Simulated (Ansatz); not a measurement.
# Ligand exchange: C2H5FSn + GaH(CH3)(NH2) → C2H7NSn + GaH(CH3)F

Gas-phase species: C2H5FSn `C[CH2][Sn][F]`, singlet; GaH(CH3)(NH2), singlet; C2H7NSn `C[CH2][Sn][NH2]`, singlet; GaH(CH3)F, singlet. The partners trade F for NH2: Sn–F and Ga–NH2 bonds give way to Sn–NH2 and Ga–F.

Shapes, held fixed at every level: PBE0-D4/def2-TZVP. Flexible molecules stand in one conformer, not always the lowest. Programs: Ansatz 0.2.0. Electronic energies: no zero-point or thermal term.

**Question.** Estimate ΔE of this reaction.

**Answer.** The highest level, CCSD(T)/def2-TZVPP, gives ΔE = +1.0 kJ/mol; the levels span -1.1 to +7.1. That is about zero within the method's error. They disagree on the sign: 6 of 7 are positive. The column of differences is taken from that level and isn't an error. No measured value is set beside it here. For atoms past krypton def2 sets carry core potentials with scalar relativity. Relativity is left out for Ga. Outer-core shells of Ga, Sn are correlated, in sets that cover them unevenly.

| level | kind | ΔE (kJ/mol) | less CCSD(T)/def2-TZVPP |
| --- | --- | --- | --- |
| HF/def2-SVP | Hartree–Fock | +4.0 | +3.0 |
| PBE-D4/def2-TZVPP | GGA | +6.3 | +5.3 |
| B3LYP-D4/def2-TZVPP | global hybrid | +6.3 | +5.3 |
| wB97M-V/def2-TZVPP | range-separated hybrid | +7.1 | +6.1 |
| MP2/def2-TZVPP | perturbation theory | -1.1 | -2.1 |
| CCSD/def2-SVP | coupled cluster or CI | +0.6 | -0.4 |
| CCSD(T)/def2-TZVPP | coupled cluster or CI | +1.0 | 0.0 |

The exchange is close to thermoneutral: neither metal shows a clear preference for fluoride over amide relative to the other. This fits a reaction that conserves bond types. Tin(II) and gallium(III) are both electropositive centres with a formally empty p orbital, so each forms a strongly polar σ bond to F or N and can accept some π donation from the ligand's lone pair. The stronger polarity of the metal–fluorine bonds and the better π donation of the amide therefore probably largely cancel across the equation.

In the same small basis, correlation lowers ΔE from +4.0 at Hartree–Fock to +0.6 kJ/mol at CCSD, a modest shift towards the products. The three density functionals all lie above the coupled-cluster values, yet PBE-D4 and B3LYP-D4 coincide at +6.3, so the offset doesn't simply follow the share of exact exchange. Fluoride and amide readily bridge such Lewis-acidic metals, so aggregation could decide the direction of exchange in condensed phases, which these monomer energies don't address.
